## Finding

In this calculation the two axial bonds of AsF₅ have a slightly higher electron density at their bond points than the three equatorial ones. The excess is 1.7 % of the equatorial mean. Most of it is already there when free atoms are simply placed at the same positions, so it reflects distances and overlapping atomic tails much more than bond strength. The order itself probably comes from the tight-binding geometry, which makes the equatorial bonds too long.

QTAIM bond critical points of gas-phase AsF₅ (neutral singlet), from a PySCF 2.14.0 single point with B3LYP/cc-pVDZ at the GFN2-xTB geometry. Atom 1 is As and atoms 2–6 are F; the energy density is the total (kinetic plus potential), in atomic units.

```tsv
row	density (a.u.)	first atom	second atom	laplacian (a.u.)	ellipticity	energy density (a.u.)
1	0.15260	1.00000	2.000	0.676	0.000	-0.057
2	0.15250	1.00000	3.000	0.675	0.000	-0.057
3	0.15040	1.00000	5.000	0.654	0.013	-0.055
4	0.15010	1.00000	4.000	0.650	0.013	-0.055
5	0.14960	1.00000	6.000	0.642	0.013	-0.055
```

## What is being compared

A bond critical point is the place between two bonded atoms where the density is lowest along the bond and highest across it. The molecule is a trigonal bipyramid: rows 1 and 2 are the axial As–F bonds, rows 3 to 5 the equatorial ones. We follow row 1 (axial) and row 5 (equatorial), which have the highest and the lowest density.

The density comes from a B3LYP calculation, but the atoms sit where a tight-binding method put them. In that geometry the bond of row 1 is 1.716 Å long and that of row 5 is 1.722 Å. Such a small difference still matters, because the density between two atoms depends steeply on their distance.

## Two overlapping tails

Near the bond point, picture the density as the sum of two exponential tails. Arsenic contributes A, which falls off with steepness k₁, and fluorine contributes B, with steepness k₂. At the bond point the two slopes cancel, so k₁A = k₂B.

Two results follow.

- **Curvature along the bond.** It is k₁²A + k₂²B. With the slope condition this becomes k₁k₂ times the density A + B.
- **Effect of stretching.** Pull fluorine away by a small distance, and B shrinks by k₂B per unit length. Relative to the total density, the fall is k₁k₂/(k₁ + k₂), which can't exceed half the square root of k₁k₂.

The computed curvature therefore sets an upper limit on how strongly the density responds to length, within this picture.

The simplest case is a pair of hydrogen atoms placed side by side without letting them bond. Each tail has steepness 2 per bohr, so the density at the midpoint falls as exp(−R) with the distance R in bohr. The analogy covers the overlap of tails. It leaves out the shift of electrons towards fluorine and the tails of the other four ligands.

## The estimate worked out

Take row 5. The curvature along the bond divided by the density is 1.089/0.1496, or about 7.3. Half the square root of this is 1.35 per bohr, which is about 2.55 per Å.

On average the axial bonds are 0.0043 Å shorter than the equatorial ones. The density should then be higher by at most 2.55 × 0.0043 ≈ 0.011, or 1.1 %. The calculation gives 1.7 %, so the difference in length explains up to roughly two thirds of the excess. This share is uncertain, because the lengths are rounded to 0.001 Å and differ by only a few times that.

The output printed below applies this model to all rows. Only the equatorial rows set its level and its steepness; the axial rows are predicted. It reproduces the equatorial densities about as well as the rounded lengths allow, but puts the axial ones too low by between four and five times that margin.

## What the free atoms already contain

A more direct comparison subtracts the density of superposed free atoms. Of the axial excess of 0.0025 a.u., these atoms account for 0.0018 a.u., or about 70 %. This share includes the tails of all the ligands as well as the effect of bond length. The remainder arises when the electrons rearrange on bonding, and the numbers do not reveal its detailed cause.

The same comparison explains the small irregularity among the equatorial bonds, which would be identical in a perfectly symmetric molecule. From row 3 to row 5 the density drops by 0.0008 a.u., and so does the free-atom sum. The geometry is slightly uneven, and the density follows the lengths.

## Why the two signs differ

The Laplacian is the sum of the three curvatures of the density. In row 1 the curvature along the bond is 1.14 a.u., while the two across it add up to −0.46 a.u. The sum is positive because the density rises steeply from the bond point towards both nuclei.

The energy density H adds the kinetic part G, which is positive, to the potential part V, which is negative. The local virial relation ties both to the Laplacian: one quarter of the Laplacian equals 2G + V. In row 1, V is −1.25 G, so H is −0.25 G while the Laplacian is +3 G. Both signs thus follow from one ratio, and they do so whenever the potential part is between one and two times the kinetic part.

This combination is usual for strongly polar covalent bonds. The negative energy density points to shared electrons, while the positive Laplacian reflects a density drawn towards the nuclei. All five bonds have nearly the same ratio, so by this measure they are of one kind.

The ellipticity compares the two curvatures across the bond and is zero when they are equal. The threefold axis makes them equal for the axial bonds. An equatorial bond has no such axis, and its small value of 0.013 needs no π bond to explain it.

## Density is not bond strength here

Other measures from the same calculation rank the bonds the opposite way. The Mayer bond order, which roughly counts shared electron pairs, is 0.993 in row 1 and 1.011 in row 5. The axial fluorines also carry more negative charge. The higher axial density is therefore no sign of a stronger axial bond.

The geometry makes the ranking by density fragile. In the model, shortening the equatorial bonds by only about 0.007 Å would cancel the axial excess. In the real molecule they are shorter than here by roughly 0.06 Å (a rough, recalled figure), while the axial bonds are close to the length used. The tight-binding geometry thus misses that the axial bonds are clearly the longer ones. Even half the model's sensitivity would then put the equatorial density on top. This reversal is an inference from the model, not a computed result.

For a neighbouring case with the same two elements, compare the bond lengths first. Multiply a small difference by the sensitivity obtained from the curvature, and only then ask whether the bonding itself differs.

AsF₅ is used to dope conducting polymers by taking electrons from them. A density difference of under 2 % between its own bonds says nothing about how well it does this.

Output of the analysis:

```
Curvatures and energies at the bond points (a.u.):
  row  two curvatures across summed  curvature along bond  potential to kinetic ratio
    1                       -0.4595                 1.135                       1.252
    2                       -0.4591                 1.134                       1.252
    3                       -0.4511                 1.105                       1.252
    4                       -0.4495                   1.1                       1.253
    5                       -0.4471                 1.089                       1.255
Axial excess of density (a.u.): 0.002517
Axial excess of density (percent): 1.677
Axial excess already in superposed free atoms (a.u.): 0.001776
Free-atom share of the axial excess (percent): 70.56
Uncertainty of that share from rounded deformation densities (percentage points): 5.888
Upper estimate of fall of ln density per angstrom from curvature: 2.556
Fall of ln density per angstrom between rows 3 and 5: 1.778
Lowest value of that fall allowed by rounded lengths: 1.333
Highest value of that fall allowed by rounded lengths: 2.667
Two-tail model against the calculation (a.u.):
  row  length in angstrom  computed density  model density  model less computed  free-atom sum
    1               1.716            0.1526         0.1517           -0.0008957         0.1584
    2               1.716            0.1525         0.1517           -0.0007957         0.1583
    3               1.719            0.1504         0.1505            0.0001455         0.1569
    4                1.72            0.1501         0.1502            6.121e-05         0.1566
    5               1.722            0.1496         0.1494           -0.0002044         0.1561
Density change for half a unit in the last digit of a length (a.u.): 0.0001917
Mean equatorial less mean axial length (angstrom): 0.004333
Equatorial shortening that would cancel the axial excess in the model (angstrom): 0.006508
Model rise of equatorial density for a rough recalled shortening of 0.06 angstrom (percent): 16.57
Mean equatorial less mean axial Mayer bond order: 0.0185
```
